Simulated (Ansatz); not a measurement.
# Te: pressure and energy change per atom against volume scale

Results calculated with Ansatz 0.2.0, not measured. Plane-wave DFT, scalar-relativistic PAW made under PBE with cores redone for the functional, no dispersion; the given relaxed cell is scaled uniformly, energy at zero smearing counts from the unscaled cell, pressure at the given Fermi-Dirac smearing is positive in compression.

The cell before it is scaled or strained (space group P6/mmm, No. 191):
```
cell vectors (Å)
   5.4202     0.0000     0.0000
  -2.7101     4.6941     0.0000
   0.0000     0.0000     3.2400
atoms (fractions of the cell vectors)
Te  1.00000  1.00000  0.00000
Te  0.33333  0.66667  0.50000
Te  0.66667  0.33333  0.50000
```

Settings of every row: spin polarised no; functional PBEsol; wave cutoff 420 eV; smearing width 0.1 eV; k mesh 8x8x11.

Atom starting moment: 0 on all atoms.

Limits: no spin-orbit coupling, which can matter with elements this heavy; the cell comes from a prototype or a list of computed structures and needn't be the stable phase.

| row | volume scale | V (Å³/atom) | pressure (GPa) | energy change per atom (meV) |
| --- | --- | --- | --- | --- |
| 1 | 0.88 | 24.181 | 10.78 | 95.16 |
| 2 | 0.92 | 25.28 | 6.3 | 37.84 |
| 3 | 0.96 | 26.379 | 2.75 | 8.02 |
| 4 | 1.04 | 28.578 | -2.31 | 9.25 |
| 5 | 1.08 | 29.677 | ? | ? |
| 6 | 1.12 | 30.776 | -5.48 | 65.98 |

Question: what pressure and energy change per atom should row 5 give?

Worked fit of pressure. Take u = (V_r/V)^(2/3) − 1 with V_r = 26.379 Å³ an atom, which is twice the finite (Eulerian) strain; such expansions in the strain, on which the Birch-Murnaghan equation of state is built, carry the rest volume and the bulk modulus. The shown rows have u = 0.05972, 0.02878, 0, -0.05198, -0.09767. Least squares give pressure = 2.768 + 114.95 × u + 314.5 × u² GPa; a straight line predicts inner rows, each left out in turn, worse (root mean square 0.89 against 0.063 GPa). The rows lie off it by 0.03, -0.04, -0.02, 0.05, -0.02 (root mean square 0.034 GPa). The withheld row has u = -0.07553, so the fit gives 2.768 + 114.95 × (-0.07553) + 314.5 × (-0.07553)² = -4.12 GPa.

The calculation gave -4.08 GPa. The fit lies 0.04 GPa (0.25 % of the column's range) below it; its largest miss of a shown row is 0.05 GPa.

Worked fit of energy change per atom. Take u = (V_r/V)^(2/3) − 1 with V_r = 26.379 Å³ an atom, which is twice the finite (Eulerian) strain; such expansions in the strain, on which the Birch-Murnaghan equation of state is built, carry the rest volume and the bulk modulus. The shown rows have u = 0.05972, 0.02878, 0, -0.05198, -0.09767. Least squares give energy change per atom = 8.348 + 672.28 × u + 12961.1 × u² meV; a straight line predicts inner rows, each left out in turn, worse (root mean square 37 against 1.1 meV). The rows lie off it by 0.44, -0.59, -0.33, 0.83, -0.35 (root mean square 0.54 meV). The withheld row has u = -0.07553, so the fit gives 8.348 + 672.28 × (-0.07553) + 12961.1 × (-0.07553)² = 31.51 meV.

The calculation gave 32.2 meV. The fit lies 0.69 meV (2.1 % of the value, 0.79 % of the column's range) below it; its largest miss of a shown row is 0.83 meV.
